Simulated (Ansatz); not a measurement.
All numbers below come from DFT PBE, scalar-relativistic, plane waves, PAW in Ansatz. Settings: cutoff 420 eV, Γ-centred meshes spaced at most about 0.3 Å⁻¹, and about 0.25 Å⁻¹ or finer for metals (2π included), Gaussian smearing. No spin polarisation in the final relaxations.

All energies are static (0 K, no zero-point motion).

Two forms of Cu3O were relaxed alike.

A.

```xyz
4
Lattice="3.5441 0.0000 0.0000 0.0000 3.5441 0.0000 0.0000 0.0000 3.5441" Properties=species:S:1:pos:R:3 pbc="T T T"
Cu    0.0000    1.7721    1.7721
Cu    1.7721    0.0000    1.7721
Cu    1.7721    1.7721    0.0000
O     0.0000    0.0000    0.0000
```

B.

```xyz
4
Lattice="4.7802 0.0000 0.0000 -2.3901 4.1397 0.0000 0.0000 0.0000 2.4045" Properties=species:S:1:pos:R:3 pbc="T T T"
Cu    2.3901    0.0000    1.2022
Cu   -1.1950    2.0699    1.2022
Cu    1.1950    2.0699    1.2022
O     0.0000    0.0000    0.0000
```

Task: Which form is favoured at zero pressure, and by what margin per atom?

Result: A is lower, by 0.36 eV/atom. A has space group Pm-3m (No. 221), 11.1 Å³/atom and no gap on its mesh; B has space group P6/mmm (No. 191), 11.9 Å³/atom and no gap. Counting Cu atoms around O (those within 1.25 times the shortest such distance or 1.15 times the sum of covalent radii; the shortest distance is added where it is long for a bond), A has O 12 from 2.5 Å and B has O 12 from 2.7 Å. The denser one is the lower, and pressure would at first widen the difference. Even the lower one lies +0.26 eV/atom against the reference forms of the elements (uncorrected), so neither is stable at this level. In A, around Cu lie 4 O at 2.51 Å and 8 Cu at 2.51 Å; around O lie 12 Cu at 2.51 Å. In B, around Cu lie 6 Cu at 2.39–2.40 Å and 4 O at 2.68 Å; O is surrounded by 2 O at 2.40 Å and 12 Cu at 2.68 Å. Both come from invented guesses. A third cell relaxed alike, in Pm-3m, lies 59 meV/atom below the lower of the two.

In Pm-3m, P6/mmm an odd number of electrons in the primitive cell allows no gap without spin; a larger cell or a magnetic state could open one. No Hubbard U is applied to the 3d shell of Cu. Cells relaxed within their symmetry can be saddle points.

The preference for A probably comes from its packing. Oxygen there replaces one copper in four on a nearly close-packed fcc lattice, keeping Cu–Cu contacts close to those of the metal and the oxygens well apart. B instead stacks oxygen in columns with O–O contacts of 2.40 Å, far too long for a peroxide bond yet short for oxide ions, so they add repulsion without bonding. Its Cu–Cu contacts are also compressed below those in copper metal.

Neither form gives oxygen a normal Cu–O bond. Even the 2.51 Å in A is much longer than the bonds in cuprous oxide, where oxygen has a few close copper neighbours and O 2p overlaps well with Cu 3d and 4s. This suggests why A lies above the elements despite copper's known affinity for oxygen. The lower third cell shows that A is not the ground state at this composition, though that cell too remains above the elements. Decomposition into cuprous oxide and copper, the more relevant test of stability, is not examined.
